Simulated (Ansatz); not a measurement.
Te: pressure and energy change per atom against volume scale

Results calculated with Ansatz 0.2.0, not measured. Plane-wave DFT, scalar-relativistic PAW made under PBE with cores redone for the functional, no dispersion; the given relaxed cell is scaled uniformly, energy at zero smearing counts from the unscaled cell, pressure at the given Fermi-Dirac smearing is positive in compression.

The cell before it is scaled or strained (space group Pm-3m, No. 221):
```
Te
1.0
      3.1891     0.0000     0.0000
      0.0000     3.1891     0.0000
      0.0000     0.0000     3.1891
Te
1
Direct
  0.00000 0.00000 0.00000
```

Settings of every row: spin polarised no; functional r2SCAN; wave cutoff 500 eV; smearing width 0.1 eV; k mesh 11x11x11.

Atom starting moment: 0 on all atoms.

Limits: no spin-orbit coupling, which can matter with elements this heavy; the cell comes from a prototype or a list of computed structures and needn't be the stable phase.

| row | volume scale | V (Å³/atom) | pressure (GPa) | energy change per atom (meV) |
| --- | --- | --- | --- | --- |
| 1 | 0.88 | 28.542 | 9.36 | 99.13 |
| 2 | 0.92 | 29.84 | 5.49 | 39.93 |
| 3 | 0.96 | 31.137 | ? | ? |
| 4 | 1.04 | 33.732 | -1.97 | 8.9 |
| 5 | 1.08 | 35.029 | -3.5 | 31.84 |
| 6 | 1.12 | 36.326 | -4.71 | 65.88 |

Question: what pressure and energy change per atom should row 3 give?

Worked fit of pressure. Take u = (V_r/V)^(2/3) − 1 with V_r = 33.732 Å³ an atom, which is twice the finite (Eulerian) strain; such expansions in the strain, on which the Birch-Murnaghan equation of state is built, carry the rest volume and the bulk modulus. The shown rows have u = 0.11782, 0.08516, 0, -0.02484, -0.04819. Least squares give pressure = −1.987 + 67.685 × u + 241.34 × u² GPa; a straight line predicts inner rows, each left out in turn, worse (root mean square 0.69 against 0.051 GPa). The rows lie off it by 0.02, -0.04, 0.02, 0.02, -0.02. The pressure vanishes at u = 0.0268, or V = 32.42 Å³ an atom, and there the bulk modulus at fixed shape and fractions is B = −V dP/dV = (2/3)(1 + u) dP/du = 55.2 GPa. The withheld row has u = 0.05482, so the fit gives −1.987 + 67.685 × (0.05482) + 241.34 × (0.05482)² = 2.45 GPa.

The calculation gave 2.41 GPa. The fit lies 0.04 GPa (1.7 % of the value, 0.28 % of the column's range) above it; its largest miss of a shown row is 0.04 GPa.

Worked fit of energy change per atom. Take u = (V_r/V)^(2/3) − 1 with V_r = 33.732 Å³ an atom, which is twice the finite (Eulerian) strain; such expansions in the strain, on which the Birch-Murnaghan equation of state is built, carry the rest volume and the bulk modulus. The shown rows have u = 0.11782, 0.08516, 0, -0.02484, -0.04819. Least squares give energy change per atom = 8.508 − 629.545 × u + 11836.81 × u² meV; a straight line predicts inner rows, each left out in turn, worse (root mean square 33 against 1.1 meV). The rows lie off it by 0.48, -0.81, 0.39, 0.39, -0.45 (root mean square 0.53 meV). The withheld row has u = 0.05482, so the fit gives 8.508 − 629.545 × (0.05482) + 11836.81 × (0.05482)² = 9.57 meV.

The calculation gave 8.81 meV. The fit lies 0.76 meV (8.6 % of the value, 0.84 % of the column's range) above it; its largest miss of a shown row is 0.81 meV.
